**Question: Why does the magnetisability of BN depend so little on the functional, and what sets the order?**

I computed the magnetisability of the closed-shell singlet of BN with nine density functionals and with Hartree–Fock, always at the same geometry.

Singlet BN in the gas phase, computed with PySCF 2.14.0 using non-relativistic Kohn–Sham DFT or Hartree–Fock, GIAOs, density fitting and the aug-pcSseg-2 basis at the PBE0-D3(BJ)/def2-SVP geometry. Magnetisability and molar susceptibility are isotropic means; the anisotropy is the root of half the summed squared differences of the principal values.

| level | magnetisability (1e-30 J/T^2) | magnetisability anisotropy (1e-30 J/T^2) | susceptibility (1e-6 cm^3/mol) |
| --- | --- | --- | --- |
| KT1/aug-pcSseg-2 | -377.7 | 31.80 | -22.750 |
| KT2/aug-pcSseg-2 | -372.4 | 31.40 | -22.430 |
| KT3/aug-pcSseg-2 | -369.8 | 30.30 | -22.270 |
| OLYP/aug-pcSseg-2 | -367.4 | 23.10 | -22.120 |
| PBE/aug-pcSseg-2 | -365.1 | 20.70 | -21.990 |
| B97-D/aug-pcSseg-2 | -365.0 | 21.60 | -21.980 |
| OPBE/aug-pcSseg-2 | -364.2 | 24.60 | -21.930 |
| HCTH407/aug-pcSseg-2 | -363.9 | 19.50 | -21.920 |
| LDA/aug-pcSseg-2 | -361.5 | 13.50 | -21.770 |
| HF/aug-pcSseg-2 | -358.0 | 1.70 | -21.560 |

With every functional, the gap between the highest occupied and the lowest empty orbital is only 0.2 to 0.3 eV. The runs all converged without a warning, but tests on other systems suggest that a large paramagnetic part is uncertain when the gap is small, so I feared wild scatter. Yet the first and last rows differ by only about 5 %. What produces this order? Why is the anisotropy of OPBE too high for its place in the list, and why does it almost vanish in Hartree–Fock?

**Answer**

Start with a field along the bond. The molecule looks the same from every side around this axis, and in a Σ state such a field induces no paramagnetic response. What remains is diamagnetism, which measures how far the electron cloud reaches out from the axis.

A field across the bond is different. The diamagnetic term now also counts the extent of the cloud along the bond, and a paramagnetic term of opposite sign appears. With $z$ along the bond, $x$ across it, and averages summed over all electrons, the molar susceptibilities are

$$\chi_\parallel=-2k\langle x^2\rangle,\qquad \chi_\perp=-k\langle x^2+z^2\rangle+P,\qquad \chi=\tfrac13(\chi_\parallel+2\chi_\perp).$$

Here $P$ is the paramagnetic part and $k=N_\mathrm{A}\alpha^2a_0^3/4\approx1.19\times10^{-6}$ cm³/mol per bohr². Susceptibilities below are in $10^{-6}$ cm³/mol. Magnetisability is the same quantity per molecule, in other units. The split into two parts depends on the chosen origin, here the centre of mass, whereas their sum does not.

**Why the paramagnetic part is so steady**

Imagine BN as two spherical, neutral atoms that do not interact. Each atom has its own susceptibility, which cannot depend on where the origin lies. But the diamagnetic term does depend on it: $n$ electrons centred a distance $z$ from the origin add $-knz^2$. The paramagnetic term must cancel this exactly, so in this limit $P=k\sum nz^2$.

The estimate needs only the geometry. The bond is about 1.27 Å long, and the centre of mass lies about 1.34 bohr from boron and 1.05 bohr from nitrogen. The sum is $5\times1.34^2+7\times1.05^2\approx16.7$ bohr², and multiplying by $k$ gives $P\approx19.9$. The calculations give 73 to 79 % of this value, although nothing was fitted. In BN, bonding thus reduces $P$ (in other molecules it can raise it), but the scale is already set by where the atoms sit.

This also suggests why the tiny gap does so little damage here. In the atomic limit the cancellation is built from excitations of many energies, in which all the electrons take part. The jump from the highest occupied to the lowest empty orbital is only one of them. It could still dominate if the field coupled these two orbitals strongly, but the size of $P$ rules that out: across so small a gap, a full unit of orbital angular momentum between them would add several hundred to $P$, whose total is only about 15. Weak coupling is also what one would expect. In C₂, which has the same number of electrons, the corresponding jump from a π to a σ orbital cannot be driven by the field at all, because inversion symmetry forbids it. BN should keep a trace of that rule. Weak coupling alone does not settle the matter, since a few per cent of that several hundred would already make up all of $P$. But from OPBE to LDA the inverse gap grows by 64 % and $P$ by only 5 %. Unless the coupling falls as the gap closes, the frontier pair therefore does not supply most of the total, though it may still matter for the differences between functionals.

**What orders the functionals**

The remaining variation in $P$ still does most of the ordering. From KT1 to LDA the mean susceptibility weakens by 0.98. Of this, 0.82 comes from stronger paramagnetism and only 0.16 from weaker diamagnetism, which is what remains after larger ups and downs along the way. Why LDA has the largest paramagnetic part and the KT functionals the smallest is less certain. My guess is the frontier pair: it couples weakly, but across so small a gap even a slight change of the coupling is felt. The shieldings fit this. From KT3 to HCTH407 that of nitrogen rises while that of boron falls, as expected if the empty σ orbital has opposite phases on the two atoms relative to the π orbital. Testing the guess would take a comparison of the contributions orbital pair by orbital pair.

A simple model makes the same point: give all nine functionals one common diamagnetic part and take only the paramagnetic part from each calculation. The typical miss is 0.13 and the worst, for KT1, is 0.26, while the rows span 0.98 from first to last. This splits up the result and does not predict it, since the paramagnetic parts are themselves computed. The output printed below shows the parts and the fit.

The anisotropy tells the same story from another side. Subtracting the two components gives

$$\chi_\parallel-\chi_\perp=k\left(\langle z^2\rangle-\langle x^2\rangle\right)-P.$$

The first term measures how elongated the cloud is, and it is nearly the same in all nine functionals, between 16.4 and 16.5. Their anisotropy is therefore mainly a reading of $P$: more paramagnetism across the bond brings the two directions closer together. That is why the anisotropy broadly falls down the table as the magnetisability weakens.

**Where the size of the cloud matters**

The step from KT1 to KT2 shows the other way to weaken the magnetisability. The paramagnetic part hardly moves, but the cloud shrinks by nearly the same amount along and across the bond. Diamagnetism falls in every direction, so the mean changes while the anisotropy stays almost put.

OPBE combines both effects. Compared with PBE, its paramagnetic part is smaller, which alone would strengthen the mean susceptibility by 0.20. Its cloud is also more compact, which weakens it by 0.26. The two nearly cancel in the mean, so OPBE lands close to PBE. They do not cancel in the anisotropy, which follows the smaller paramagnetic part and rises from 20.7 to 24.6. Since the two functionals share their correlation part, the different exchange part is behind both changes.

You can spot such a row from the table alone. For a functional here, adding two thirds of the anisotropy to the magnetisability gives the component along the bond, which is purely diamagnetic. For OPBE this is $-364.2+16.4=-347.8$, and for PBE it is $-365.1+13.8=-351.3$. The smaller size for OPBE reveals the more compact cloud.

**Why Hartree–Fock is last**

Hartree–Fock does not continue the trend of the functionals. Its paramagnetic part is smaller than that of LDA, so paramagnetism cannot be what puts it last. The cause is a differently shaped cloud: $\langle z^2\rangle$ is smaller by 0.80 bohr², while $\langle x^2\rangle$ is slightly larger. The shorter cloud weakens the diamagnetism across the bond by more than the extra width adds.

The dipole moment points to a reason. It is about 4.6 D in Hartree–Fock and 3.0 D in LDA, so Hartree–Fock holds more electrons on the nitrogen side. Nitrogen is nearer the centre of mass, where electrons count less in $\langle z^2\rangle$. But moving a point charge from one nucleus to the other, enough to explain the dipole, yields only 0.18 of the 0.80 bohr². The charge must therefore come from further out. If it arrives near the nitrogen nucleus, the dipole and $\langle z^2\rangle$ together require that it left from about 2.3 bohr on the boron side of the centre of mass, well beyond the boron nucleus. In this simple picture, Hartree–Fock removes charge from the outer side of boron, where $z^2$ is largest.

The same change of shape explains the small anisotropy. The elongation term drops to 15.4 and is now almost equal to $P$, which is 15.5. The two directions become nearly alike, and their difference even changes sign. The table hides this, because its anisotropy is defined as a positive root.

**What the agreement is worth**

The narrow spread is no proof that the numbers are right. This singlet lies slightly above the triplet ground state of BN and is strongly multireference, so a single determinant is a doubtful start at every level here. Hartree–Fock has a wide gap, but that does not make it a reference. For the functionals, the general caution about small gaps still stands, since paramagnetic parts that agree can share an error. All values also belong to one fixed geometry, without vibrational averaging.

The nitrogen shielding shows how much the magnetisability can conceal. It goes from about 300 ppm with KT3 to about 440 ppm with HCTH407, although the magnetisabilities of these two rows differ by less than 2 %. Shielding weighs the currents close to one nucleus, whereas magnetisability measures the response of the whole cloud, much of which is fixed by its size and by the positions of the atoms. Agreement in the second quantity therefore says little about the first.

The analysis program printed:

```
Parts of the mean susceptibility (1e-6 cm^3/mol), steps from the row above, gap (eV), extent of the cloud (bohr^2):
                   row  diamagnetic  paramagnetic  dia_step  para_step  par_less_diaperp    gap  z2_along  x2_across
      KT1/aug-pcSseg-2       -32.39         9.642       n/a        n/a             16.38  0.283     22.82      9.035
      KT2/aug-pcSseg-2       -32.08          9.65    0.3087      0.008             16.37  0.282     22.69      8.908
      KT3/aug-pcSseg-2       -31.99         9.719   0.09233    0.06867              16.4  0.297     22.67       8.86
     OLYP/aug-pcSseg-2       -32.19         10.07   -0.2063      0.348             16.49   0.27      22.8      8.922
      PBE/aug-pcSseg-2       -32.17         10.18   0.02567     0.1113             16.51  0.229     22.81      8.904
    B97-D/aug-pcSseg-2       -32.11         10.13   0.05633   -0.05133             16.49  0.279     22.77      8.887
     OPBE/aug-pcSseg-2       -31.91         9.975    0.2047     -0.152             16.44  0.337     22.65      8.815
  HCTH407/aug-pcSseg-2       -32.09         10.18   -0.1867     0.2007             16.44   0.31     22.73      8.894
      LDA/aug-pcSseg-2       -32.23         10.46    -0.139      0.286             16.51  0.205     22.83      8.934
       HF/aug-pcSseg-2       -31.87         10.31    0.3627    -0.1533             15.36  8.607     22.03      9.103
fit of susceptibility - para on 9 rows (dft): constant -32.13 +/- 0.047; rms 0.133, worst KT1/aug-pcSseg-2 0.264, leave-one-out rms 0.149
  rows outside the fit (model, value, miss): HF/aug-pcSseg-2 -32.13, -31.87, -0.26
Spread of magnetisability, KT1 to HF, percent of KT1: 5.216
KT1 to LDA, paramagnetic change of the mean, 1e-6 cm^3/mol: 0.8193
KT1 to LDA, diamagnetic change of the mean, 1e-6 cm^3/mol: 0.1557
PBE to OPBE, paramagnetic change of the mean, 1e-6 cm^3/mol: -0.2033
PBE to OPBE, diamagnetic change of the mean, 1e-6 cm^3/mol: 0.261
Correlation of susceptibility with paramagnetic part, functionals only: 0.8884
Correlation of susceptibility with diamagnetic part, functionals only: 0.3997
Perpendicular paramagnetic part for spherical neutral atoms, 1e-6 cm^3/mol: 19.9
Smallest computed share of that value, percent: 72.7
Largest computed share of that value, percent: 78.87
Inverse gap, LDA over OPBE, ratio: 1.644
Paramagnetic part, LDA over OPBE, ratio: 1.049
LDA to HF, change of extent along the axis, bohr^2: -0.7963
Same change from point charge moved from B to N, bohr^2: -0.1825
```
